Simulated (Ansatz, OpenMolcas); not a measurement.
# C2H6Si (SMILES C[Si]C): the electronic atomisation energy, rung by rung

C2H6Si has 9 atoms, charge 0, and is taken as a singlet. As SMILES, `C[Si]C`. The coordinates come from a PBE0-D4/def2-TZVP relaxation.

Each level gives the electronic atomisation energy (eV). The values are calculated. Electronic energies at fixed atoms, without zero-point motion or spin-orbit coupling.

| level | kind | program | value (eV) | CPU time (all runs) |
| --- | --- | --- | --- | --- |
| PBE/6-311+G** | GGA | Ansatz | 33.10 | 7.5 s |
| r2SCAN/6-311+G** | meta-GGA | Ansatz | 32.85 | 16 s |
| M06-2X/6-311+G** | hybrid meta-GGA | OpenMolcas | 32.91 | 98 s |
| PBE0/6-311+G** | global hybrid | OpenMolcas | 32.80 | 75 s |
| CAM-B3LYP/6-311+G** | range-separated hybrid | Ansatz | 32.86 | 8.9 s |
| wB97X/6-311+G** | range-separated hybrid | Ansatz | 32.87 | 28 s |
| RPA@PBE0/6-311+G** | RPA | Ansatz | 30.68 | 14 s |
| CCSD/6-311+G** | coupled cluster or CI | Ansatz | 31.05 | 16 s |

Correlated wave functions underbind in double-zeta sets. The values span 30.68 to 33.10 eV. Times are those of the runs behind each value, whatever else they computed, on shared processors of several kinds: orders of magnitude only.

The density functionals agree closely, from 32.80 eV with PBE0 to 33.10 eV with PBE, while RPA and CCSD fall clearly lower, at 30.68 and 31.05 eV. Atomisation turns electron pairs in C–H and Si–C bonds into open-shell atoms, so the energy depends on the correlation gained when those pairs form. Semilocal functionals capture much of this gain through their short-range correlation, whereas RPA describes it poorly and CCSD lacks connected triples. With the slow basis-set convergence of explicit pair correlation, this suggests that the two low values underestimate the binding, and that the functionals are probably nearer the true value.

PBE gives the largest value, in keeping with the usual overbinding of GGAs, and the exact exchange in PBE0 lowers it. The remaining differences among the functionals are too small to rank their accuracy without a converged reference. Nor does a total atomisation energy give the strength of a single Si–C bond or the stability of this silylene relative to its silene isomer.
